\section*{Cofactor conditions in Zn$_{45}$Au$_{30}$Cu$_{25}$: which twin needs which condition}

\subsection*{Conventions}
$U$ is the stretch tensor from austenite to one martensite variant, with eigenvalues $\lambda_1\le\lambda_2\le\lambda_3$ and unit eigenvectors $v_i$. A two-fold axis $e$ of the austenite, $|e|=1$, gives a second variant $\hat U=QUQ$ with $Q=-I+2e\otimes e$. The twinning equation $R\hat U=U+a\otimes n$, with $R$ a rotation, has two solutions:
\begin{equation}\label{twins}
\text{I: } n=e,\; a=2\Big(\frac{U^{-1}e}{|U^{-1}e|^2}-Ue\Big);\qquad
\text{II: } a=Ue,\; n=2\Big(e-\frac{U^2e}{|Ue|^2}\Big).
\end{equation}
A laminate with twin fraction $f$ has mean gradient $F_f=U+f\,a\otimes n$. It fits austenite across a plane when the middle eigenvalue of $C_f=F_f^TF_f$ equals 1.

\emph{Predict: what degree in $f$ has $g(f)=\det(C_f-I)$?}

Both solutions obey $n\cdot U^{-1}a=0$, so $\det F_f=\det U$, and $F_f-F_f^{-T}$ equals $U-U^{-1}$ plus $f$ times two dyads. Hence $g=\det U\,\det(F_f-F_f^{-T})$ is quadratic. Since $C_1=\hat U^2$, $g(1)=g(0)$, and the slope at $f=0$ fixes the rest:
\begin{equation}\label{g}
g(f)=g(0)+2Kf(1-f),\qquad K=a\cdot U\,\mathrm{cof}(U^2-I)\,n .
\end{equation}
An interface for every $f\in[0,1]$ needs $\lambda_2=1$ (CC1) and $K=0$ (CC2). The unit eigenvalue is the middle one if $\operatorname{tr}C_f-\det U^2-2\ge0$. Because $\operatorname{tr}C_f=\operatorname{tr}U^2-f(1-f)|a|^2|n|^2$ is smallest at $f=1/2$, this gives CC3:
\begin{equation}
\operatorname{tr}U^2-\det U^2-\tfrac14|a|^2|n|^2-2\ge0 .
\end{equation}
These three together are necessary and sufficient (Chen, Srivastava, Dabade and James, 2013).

For the cubic-to-monoclinic transformation take approximate stretches in the cubic axes as input:
\begin{equation}
U=\begin{pmatrix}1.0015&0.0073&0\\0.0073&1.0591&0\\0&0&0.9363\end{pmatrix},\qquad e=\frac{[011]}{\sqrt2}.
\end{equation}
Then $\lambda_1=0.9363$, $\lambda_2=1.0006$, $\lambda_3=1.0600$, $|Ue|^2=0.9992$, $|U^{-1}e|^2=1.0162$, so $|Ue|=0.9996$ and $|U^{-1}e|=1.0081$.

\subsection*{A wrong attempt}
The following argument is wrong. ``The type I twin plane has normal $e$, so the length of $e$ must survive the transformation, and the reciprocal twin takes the inverse tensor:''
\begin{equation}
\text{I: } |Ue|=1,\qquad \text{II: } |U^{-1}e|=1 \qquad\text{(wrong)}. \tag{W}
\end{equation}
``The type I residual is then $-4.0\times10^{-4}$ and the type II residual $8.1\times10^{-3}$. The $(011)$ type I twin is nearly supercompatible, and its half-and-half laminate has a middle stretch near 0.9996.''

\emph{Predict: which single matrix would you diagonalise to test this?}

\subsection*{The symptom}
Build $C_{1/2}$ from \eqref{twins} and take the square roots of its eigenvalues:
\begin{equation}\label{half}
\text{I: } 0.9920,\;0.9951,\;1.0060;\qquad \text{II: } 0.9901,\;0.9996,\;1.0034 .
\end{equation}
The number 0.9996 sits in the type II list. The type I list holds $0.9920=1/|U^{-1}e|$ instead.

\emph{Predict: why does each list contain one of these two numbers exactly?}

For type I, $F_{1/2}e=U^{-1}e/|U^{-1}e|^2$, while $F_{1/2}v=Uv$ for $v\perp e$. The images are orthogonal, since $U^{-1}e\cdot Uv=e\cdot v=0$. For type II, $F_{1/2}e=Ue$, and $F_{1/2}v$ is $Uv$ with its component along $Ue$ removed. So $e$ is always a principal axis of $C_{1/2}$, with stretch $1/|U^{-1}e|$ for type I and $|Ue|$ for type II, whatever $\lambda_2$ is.

\subsection*{The faulty line}
Line (W) treats a plane normal as a material line. A line element along $e$ stretches by $|Ue|$. A normal maps as $U^{-T}e$, and the spacing of planes normal to $e$ changes by $1/|U^{-1}e|$. In a type I twin $e$ is the normal of the rational twin plane, so the condition preserves the $(011)$ spacing. In a type II twin $e$ is the austenite direction that becomes the rational shear direction $Ue$, so the condition preserves the length of $[011]$.

\subsection*{The mended calculation}
Set $\lambda_2=1$, $\lambda_1<1<\lambda_3$.

\emph{Predict the rank of $\mathrm{cof}(U^2-I)$.}

It is one: $\mathrm{cof}(U^2-I)=\kappa\,v_2\otimes v_2$ with $\kappa=(\lambda_1^2-1)(\lambda_3^2-1)\neq0$. With $Uv_2=v_2$, $K=\kappa\,(a\cdot v_2)(n\cdot v_2)$, and \eqref{twins} gives
\begin{equation}
K_{\rm I}=2\kappa\,(e\cdot v_2)^2\Big(\frac{1}{|U^{-1}e|^2}-1\Big),\qquad
K_{\rm II}=2\kappa\,(e\cdot v_2)^2\Big(1-\frac{1}{|Ue|^2}\Big).
\end{equation}
If $e\cdot v_2=0$, then $v_2\times e$ in place of $e$ yields the same $\hat U$ and the twin is compound. Excluding that case (here $|e\cdot v_2|=0.088$), CC2 reads
\begin{equation}
\text{I: } |U^{-1}e|=1,\qquad \text{II: } |Ue|=1 .
\end{equation}
The residuals are $8.1\times10^{-3}$ for type I and $-4.0\times10^{-4}$ for type II. The left side of CC3 is positive for both, $1.5\times10^{-4}$ and $1.2\times10^{-4}$. The type II twin is the nearly supercompatible one.

\subsection*{Size of the error}
The swap understates the type I residual and overstates the type II residual by a factor of about 20, and it selects the wrong twin. In \eqref{half} the middle stretch of the type I laminate misses 1 by $-4.9\times10^{-3}$, about 12 times the claimed miss. This middle axis lies perpendicular to $e$, which is why the two factors differ. Rounding of the entries of $U$ moves $|Ue|$ by up to about $5\times10^{-5}$, so both factors are good to somewhat over ten per cent.

\emph{Predict: would evaluating $K$ directly for this $U$ have exposed the swap?}

Hardly. The reduction assumed $\lambda_2=1$, whereas $\lambda_2-1=5.9\times10^{-4}$, larger than the type II residual. Equation \eqref{g} gives $K=2g(1/2)-2g(0)$ exactly. Here $g(0)=-1.8\times10^{-5}$, while $g(1/2)=1.8\times10^{-6}$ for type I and $1.1\times10^{-7}$ for type II. So $K_{\rm I}=4.0\times10^{-5}$ and $K_{\rm II}=3.6\times10^{-5}$, both dominated by the term $-2g(0)=3.6\times10^{-5}$ that comes from the miss in CC1. The stretches of $C_f$ separate the twins clearly: the middle one goes from 1.0006 at $f=0$ and $f=1$ to 0.9996 at $f=1/2$ for type II, and to 0.9951 for type I.